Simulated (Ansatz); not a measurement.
GaSb: pressure against volume per atom

All results are calculated (Ansatz 0.2.0). Periodic Kohn-Sham DFT of a crystal at fixed atoms; pressure and stress are positive in compression; the energy is the free energy less that of spherical unpolarised free atoms; site moments are those in the method's own spheres, positive along +z.

Cell of the first row (space group F-43m, No. 216):
```
GaSb
1.0
      0.0000     3.0452     3.0452
      3.0452     0.0000     3.0452
      3.0452     3.0452     0.0000
Ga Sb
1 1
Direct
  0.00000 0.00000 0.00000
  0.25000 0.25000 0.25000
```

Settings of every row: method frozen-core PAW; functional PBE; relativity scalar; k mesh 9x9x9; filling fermi-dirac; smearing width 0.08 eV; wave cutoff 420 eV; paw set soft_2.

Atom start moment: 0 on all atoms.

Limits: no spin-orbit coupling on heavy atoms.

Limits of some rows: small gap, it may come from the mesh (row 1).

| row | volume per atom (Å³) | pressure (GPa) |
| --- | --- | --- |
| 1 | 28.238 | 3.111 |
| 2 | 29.123 | 1.422 |
| 3 | 30.024 | ? |
| 4 | 30.925 | -1.261 |
| 5 | 31.825 | -2.286 |

Question: what pressure should row 3 give?

Worked fit of pressure. Take u = (V_r/V)^(2/3) − 1 with V_r = 30.024 Å³ an atom, which is twice the finite (Eulerian) strain; such expansions in the strain, on which the Birch-Murnaghan equation of state is built, carry the rest volume and the bulk modulus. The shown rows have u = 0.04173, 0.02052, -0.01952, -0.03809. Least squares give pressure = −0.0348 + 66.858 × u + 204.04 × u² GPa; a straight line predicts inner rows, each left out in turn, worse (root mean square 0.19 against 0.0027 GPa). The rows lie off it by 0.001, -0.001, 0.001, -0.001. The pressure vanishes at u = 0.0005, or V = 30 Å³ an atom, and there the bulk modulus at fixed shape and fractions is B = −V dP/dV = (2/3)(1 + u) dP/du = 44.7 GPa. The withheld row has u = 0, so the fit gives −0.0348 + 66.858 × (0) + 204.04 × (0)² = -0.035 GPa.

The calculation gave -0.036 GPa. The fit lies 0.001 GPa (2.8 % of the value, 0.019 % of the column's range) above it, one unit of the last digit.
